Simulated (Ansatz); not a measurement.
A series in volume per atom on Si

Equation of state of a cubic crystal from periodic Kohn-Sham density functional theory without spin; pressure corrected for the finite basis. The results are calculated, by Ansatz 0.2.0 development build.

Cell of the first row (space group Fd-3m, No. 227):
```
CELL_PARAMETERS angstrom
0.00000 2.66010 2.66010
2.66010 0.00000 2.66010
2.66010 2.66010 0.00000
ATOMIC_POSITIONS crystal
Si 0.00000 0.00000 0.00000
Si 0.25000 0.25000 0.25000
```

Settings of every row: formula Si; structure type diamond; functional r2SCAN; spin treatment none; k mesh 11x11x11; occupation method fermi-dirac; occupation width 0.1 eV; wave cutoff 700 eV; datasets hard PAW; density cutoff ratio 4; xc grid level 2.

Limits: pseudopotentials made with PBE, not this functional; the SCF threshold is loose for a stress in some rows.

```csv
row,volume per atom (Å³),pressure (GPa),energy above lowest point (meV/atom)
1,18.824,?,?
2,19.438,3.921,8.55
3,20.052,0.631,0
4,20.665,-2.177,3.1
5,21.279,-4.573,16.16
```

Question: what pressure and energy above lowest point should row 1 give?

Worked fit of pressure. Take u = (V_r/V)^(2/3) − 1 with V_r = 20.358 Å³ an atom, which is twice the finite (Eulerian) strain; such expansions in the strain, on which the Birch-Murnaghan equation of state is built, carry the rest volume and the bulk modulus. The shown rows have u = 0.03131, 0.01015, -0.00993, -0.02907. Least squares give pressure = −0.8264 + 139.825 × u + 376.67 × u² GPa; a straight line predicts inner rows, each left out in turn, worse (root mean square 0.22 against 0.0015 GPa). The rows lie off it by 0.000, -0.001, 0.001, 0.000. The pressure vanishes at u = 0.0058, or V = 20.18 Å³ an atom, and there the bulk modulus at fixed shape and fractions is B = −V dP/dV = (2/3)(1 + u) dP/du = 96.7 GPa. The withheld row has u = 0.05362, so the fit gives −0.8264 + 139.825 × (0.05362) + 376.67 × (0.05362)² = 7.754 GPa.

The calculation gave 7.77 GPa. The fit lies 0.016 GPa (0.13 % of the column's range) below it; its largest miss of a shown row is 0.001 GPa. This row lies beyond the range of the fit.

Worked fit of energy above lowest point. Take u = (V_r/V)^(2/3) − 1 with V_r = 20.358 Å³ an atom, which is twice the finite (Eulerian) strain; such expansions in the strain, on which the Birch-Murnaghan equation of state is built, carry the rest volume and the bulk modulus. The shown rows have u = 0.03131, 0.01015, -0.00993, -0.02907. Least squares give energy above lowest point = 0.206 − 156.39 × u + 13503.8 × u² meV/atom; a straight line predicts inner rows, each left out in turn, worse (root mean square 7.8 against 0.022 meV/atom). The rows lie off it by 0.00, -0.01, 0.01, 0.00. Its lowest point lies at u = 0.0058, or V = 20.18 Å³ an atom, and the curvature there gives the bulk modulus at fixed shape and fractions, B = (4/9)(1 + u)² E″(u)/V = 96.4 GPa. The withheld row has u = 0.05362, so the fit gives 0.206 − 156.39 × (0.05362) + 13503.8 × (0.05362)² = 30.65 meV/atom.

The calculation gave 30.75 meV/atom. The fit lies 0.10 meV/atom (0.33 % of the column's range) below it; its largest miss of a shown row is 0.01 meV/atom. This row lies beyond the range of the fit.
